**Question: at a surface field of 1 MV/cm, is Boltzmann statistics still good enough for a silicon inversion layer?**

I have an ideal MOS capacitor on uniform p-type Si(100) at $T=300$ K: no oxide or interface charge, fully ionized acceptors, parabolic bands, local (semiclassical) carrier densities. Data:

- $N_A=1.0\times10^{17}$ cm$^{-3}$ (assumed)
- $E_g=1.12$ eV (compiled value, Wing 2021) and $\epsilon=11.7\,\epsilon_0$ (compiled value, Ioffe Institute)
- typical effective densities of states $N_c=2.8\times10^{19}$ cm$^{-3}$, $N_v=2.65\times10^{19}$ cm$^{-3}$
- field on the silicon side of the interface $\mathcal E_s=1.0$ MV/cm, electron inversion

(a) What are $\psi_s$ and the surface density $n_s$ with Fermi-Dirac and with Boltzmann statistics? (b) Does a first-order degeneracy correction work here? (c) At what field does degeneracy begin?

---

**Answer**

At this field the Fermi level at the surface lies about $2kT$ inside the conduction band. Fermi-Dirac statistics raise $\psi_s$ by 15.3 mV at fixed charge and lower $n_s$ by 33 %. Quantization, which your model omits, shifts $\psi_s$ by several times more.

**Conventions.** $x$ points into the silicon, $\psi$ is measured from the neutral bulk and is positive when the bands bend down, $\phi_t=kT/q$, $y=\psi/\phi_t$, and $\eta=(E_F-E_c)/kT=\eta_b+y$. The Fermi-Dirac integrals are normalized,

$$F_j(\eta)=\frac{1}{\Gamma(j+1)}\int_0^\infty\frac{t^j\,dt}{1+e^{t-\eta}},$$

so that $n=N_cF_{1/2}(\eta)$, $dF_j/d\eta=F_{j-1}$, and $F_j\to e^\eta$ for $\eta\to-\infty$.

**First integral.** Poisson's equation is $\epsilon\psi''=q(n+N_A-p)$. Multiply by $\psi'$ and use $\mathcal E=-\psi'$ and $q\,d\psi=kT\,dy$:

$$d\!\left(\tfrac12\epsilon\mathcal E^2\right)=kT\,(n+N_A-p)\,dy .$$

The holes are nondegenerate everywhere, $p=p_be^{-y}$ with $p_b=N_A+n_b$. Integrating from the bulk ($y=0$, $\mathcal E=0$) to the surface, with $\int F_{1/2}\,d\eta=F_{3/2}$,

$$\boxed{\tfrac12\epsilon\mathcal E_s^2=kT\Big\{N_c\big[F_{3/2}(\eta_s)-F_{3/2}(\eta_b)\big]+p_b\big(e^{-y_s}-1\big)+N_Ay_s\Big\}}$$

This is a force balance. $kTN_cF_{3/2}$ is the pressure of the electron gas, $kTp$ that of the holes, and $kTN_Ay_s$ is the force per area that the field exerts on the fixed acceptors. Gauss's law gives $|Q_s|=\epsilon\mathcal E_s$, so fixed field means fixed total charge.

**Inputs** (unrounded values are carried between steps).

- $\phi_t=25.852$ mV, $\epsilon=1.0359\times10^{-12}$ F/cm.
- $|Q_s|=1.036\ \mu$C/cm$^2$, or $6.47\times10^{12}$ charges per cm$^2$. With the typical SiO$_2$ permittivity $3.9\,\epsilon_0$ the oxide field would be 3.0 MV/cm.
- $\eta_b=-E_g/kT+\ln(N_v/N_A)=-43.324+5.580=-37.744$, so $n_b=1.1\times10^{3}$ cm$^{-3}$. Then $p_b=N_A$ to all figures shown, and $F_{3/2}(\eta_b)$ and $e^{-y_s}$ drop out.
- $\tfrac12\epsilon\mathcal E_s^2=0.518$ J/cm$^3$; dividing by $kT$ gives $1.2505\times10^{20}$ cm$^{-3}$.

Dividing by $N_c$ as well, with $a=N_A/N_c=3.571\times10^{-3}$,

$$W\equiv\frac{\epsilon\mathcal E_s^2}{2kTN_c}=4.4662=F_{3/2}(\eta_s)+a\,(\eta_s-\eta_b-1).$$

**(a) Surface potential and density.**

*Boltzmann.* Replace $F_{3/2}$ by $e^{\eta}$ and iterate $\eta=\ln[W-a(\eta-\eta_b-1)]$. The acceptor-plus-hole term settles at 0.1365, so $e^{\eta_B}=4.3298$ and $\eta_B=1.4655$. A positive $\eta_B$ already contradicts the assumption behind it.

*Fermi-Dirac.* Start at $\eta=2$, where $F_{3/2}=4.1654$ and $F_{1/2}=2.8237$. The right side is 4.3038, short by 0.1625, and its slope $F_{1/2}+a$ is 2.8273. The Newton step is 0.0575, and further steps converge to $\eta_s=2.0566$, where $F_{3/2}=4.3277$, the acceptor-plus-hole term is 0.1386 and $F_{1/2}=2.907$.

The semiconductor capacitance follows by differentiating the first integral: $\epsilon\mathcal E_s\,d\mathcal E_s=q(n_s+N_A-p_s)\,d\psi_s$, so $C_s=d|Q_s|/d\psi_s=q(n_s+N_A)/\mathcal E_s$ in inversion.

| | Boltzmann | Fermi-Dirac |
|---|---|---|
| $E_F-E_c$ at surface (meV) | 37.9 | 53.2 |
| $y_s=\eta_s-\eta_b$ | 39.209 | 39.800 |
| $\psi_s$ (V) | 1.0136 | 1.0289 |
| $n_s$ ($10^{19}$ cm$^{-3}$) | 12.1 | 8.14 |
| $C_s$ ($\mu$F/cm$^2$) | 19.4 | 13.1 |
| $\epsilon/C_s$ (nm) | 0.53 | 0.79 |

Four decimals in $\psi_s$ are kept only to display the difference,

$$\Delta\psi_s=\phi_t(\eta_s-\eta_B)=25.852\ \text{mV}\times0.591=15.3\ \text{mV}.$$

The oxide drop depends on the charge alone, so the gate voltage needed for this charge also rises by 15.3 mV. The field fixes the electron pressure almost completely. A degenerate gas has more pressure per electron than $kT$, so the same pressure is reached at a lower density. That is why $n_s$ and $C_s$ fall by a third while $\psi_s$ moves by 1.5 %.

**(b) First-order correction.** For $\eta\le0$,

$$F_{3/2}(\eta)=e^{\eta}-\frac{e^{2\eta}}{2^{5/2}}+\frac{e^{3\eta}}{3^{5/2}}-\dots$$

When $n_s\gg N_A$ the acceptor term hardly changes between the two solutions (0.1365 against 0.1386), so $F_{3/2}(\eta_s)=e^{\eta_B}\equiv u$. Inverting the series in powers of $u$,

$$\eta_s-\eta_B=\frac{u}{2^{5/2}}-\Big(\frac{1}{3^{5/2}}-\frac{3}{64}\Big)u^2+\dots=0.1768\,u-0.0173\,u^2+\dots$$

To leading order $u=n_s/N_c$, which gives

$$\Delta\psi_s\simeq\phi_t\,\frac{n_s/N_c}{2^{5/2}} .$$

The factor is $2^{5/2}$ because the field fixes $F_{3/2}$. The more familiar $2^{3/2}$ belongs to $F_{1/2}$ and applies at fixed density.

At 1 MV/cm the expansion parameter is not small. The first-order term gives 19.8 mV with the Boltzmann $n_s/N_c=4.3298$, and 13.3 mV with the Fermi-Dirac $n_s/N_c=2.907$. The two differ at second order, and here they bracket the root-finding result of 15.3 mV. Adding the $u^2$ term overshoots to 11.4 mV. The formula gives the sign and the rough size at this field, and the number itself needs the root.

**(c) Onset.** The natural scale is the field at which $W=1$:

$$\mathcal E_0=\sqrt{\frac{2kTN_c}{\epsilon}}=0.473\ \text{MV/cm},\qquad W=(\mathcal E_s/\mathcal E_0)^2 .$$

$E_F$ reaches $E_c$ at the surface when $\eta_s=0$, where $F_{3/2}(0)=(1-2^{-3/2})\zeta(5/2)=0.8672$. For vanishing doping this happens at $0.931\,\mathcal E_0=0.441$ MV/cm. With your doping the acceptor-plus-hole term adds 0.1312, and the crossing moves to 0.473 MV/cm. The match with $\mathcal E_0$ to three figures is an accident of $N_A=10^{17}$ cm$^{-3}$, and heavier doping pushes the crossing higher. At that field the shift is 3.7 mV, against 4.0 mV from the first-order term with the Boltzmann density. The onset is gradual: $\eta_s=-2$, where $e^\eta$ exceeds $F_{1/2}$ by 4.7 %, is reached at 0.24 MV/cm. Your field is $2.11\,\mathcal E_0$.

**What the model leaves out.** All numbers above are the model's, and two neglected effects are as large as the 15 mV shift or larger.

*Quantization.* The length $\epsilon/C_s=0.79$ nm is too short for a local density to be trusted. The depletion approximation gives $\sqrt{2\epsilon N_A\psi_s/q}=1.15\times10^{12}$ cm$^{-2}$, leaving $5.3\times10^{12}$ electrons per cm$^2$. The field averaged over the electrons is the mean of the surface and depletion fields, $\bar{\mathcal E}=0.59$ MV/cm. A triangular well with a hard wall has the ground level $E_0=2.338\,(\hbar^2q^2\bar{\mathcal E}^2/2m_z)^{1/3}$, where 2.338 is the magnitude of the first zero of the Airy function. For the two valleys normal to (100), with the typical masses $m_z=0.916\,m_0$ and in-plane $m_t=0.19\,m_0$, this gives $E_0\approx0.12$ eV above $E_c$. With $E_F=E_0$ that subband holds $2\,(m_t/\pi\hbar^2)\,kT\ln2=2.8\times10^{12}$ cm$^{-2}$, about half of what is needed, so $E_F$ must lie near that level. The band bending therefore exceeds the Fermi-Dirac value by roughly 0.07 V. The total $\psi_s$ changes by under a tenth, but $E_F-E_c$ at the surface is about twice the 53.2 meV of the table. The real density peaks inside the silicon and is small at the interface, so $n_s$ is not a density found there.

*Exchange.* With $n_s$ shared among six valleys treated as isotropic, $k_F=(3\pi^2n_s/6)^{1/3}=0.74$ nm$^{-1}$. The zero-temperature exchange contribution to the chemical potential, $-q^2k_F/(4\pi^2\epsilon)$, is about $-0.03$ eV. It reduces the bending required and so works against both degeneracy and quantization.

*Incomplete ionization* matters less. For boron, with a typical level 45 meV above $E_v$ and typical degeneracy 4, the ionized bulk fraction $f$ solves $f=1/[1+4f(N_A/N_v)e^{45\,\text{meV}/kT}]$, giving 93 %. This lowers $\psi_s$ by $\phi_t\ln(1/f)\approx2$ mV under both statistics and cancels in $\Delta\psi_s$.

Within the semiclassical model, $\psi_s=1.03$ V and $\Delta\psi_s\approx15$ mV at 1 MV/cm, with $E_F$ entering the conduction band near 0.47 MV/cm. For a real inversion layer above that field the subbands have to be included, for example by a self-consistent Schrödinger-Poisson solution.